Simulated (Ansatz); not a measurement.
Calibrating PBE-D4/def2-TZVPP on B-containing molecules

The atomisation energy (no zero-point term) in kJ/mol of 8 B-containing molecules: x at PBE-D4/def2-TZVPP, y at CCSD(T)/CBS estimate. Shapes, held fixed at every level: PBE0-D4/def2-TZVP. Flexible molecules stand in one conformer, not always the lowest. Programs: Ansatz 0.2.0.

| molecule | x (kJ/mol) | y (kJ/mol) |
| --- | --- | --- |
| B2H6S2 (SMILES [BH2-]1[SH+][BH2-][SH+]1) | 3282 | 3209 |
| CH8BN (SMILES [BH3-][NH2+]C) | 3816 | 3767 |
| B2N2H8 (SMILES [BH2-]1[NH2+][BH2-][NH2+]1) | 4356 | 4271 |
| BH(CH3)2(PH3) | 4860 | 4796 |
| BH(CH3)2(NH3) | 5152 | 5079 |
| C3H9BO (SMILES [BH3-][O+]=C(C)C) | 5476 | ? |
| B(CH3)3(OH2) | 6101 | 6019 |
| P(BH3)(CH3)3 | 6194 | 6104 |

Question: Fit y = c + s·x to the known rows and predict y for C3H9BO.

Answer: 
1. Means of the 7 rows: x = 4823.00, y = 4749.3.
2. Σ(Δx)² = 7229354, Σ(Δx·Δy) = 7176314, so the slope is 7176314/7229354 = 0.99266.
3. Intercept: 4749.3 − (0.99266) × 4823.00 = -38.3. The largest residual of the fit is 17.
4. C3H9BO: -38.3 + 0.99266 × 5476 = 5398 kJ/mol.

CCSD(T)/CBS estimate gives 5350 kJ/mol, so the prediction is off by +48 kJ/mol, more than the largest residual. Uncorrected, PBE-D4/def2-TZVPP misses it by +126 kJ/mol, and the other rows by 74 on average. The line removes about 60 % of this miss. Left out in turn, the other rows are missed by 13 kJ/mol on average, so the withheld one doesn't follow the line. The CBS estimate extrapolates MP2 from def2-TZVPP and def2-QZVPP and adds CCSD(T) − MP2 in the triple-zeta set, cores frozen.

PBE overbinds every molecule here, but the excess follows bonding type more than total atomisation energy. CH8BN, for instance, has a smaller error than B2H6S2 despite its larger atomisation energy. The fitted rows contain only single bonds, including dative ones, whereas the withheld molecule is an acetone-borane adduct that keeps its C=O double bond. Oxygen alone doesn't explain the outlier, since B(CH3)3(OH2) also contains it and misses by only 82 kJ/mol. The additional error probably comes from the carbonyl π bond, where semilocal exchange tends to overestimate the energy gained on forming a multiple bond from separated atoms. A line in the total energy has no means of registering this change in bonding.

The fit therefore serves as an interpolation among saturated boron compounds of similar kinds, not as a general correction for boron chemistry. Nor does the miss measure an error in the B–O dative bond strength, because much of the carbonyl contribution would cancel between the adduct and free acetone.
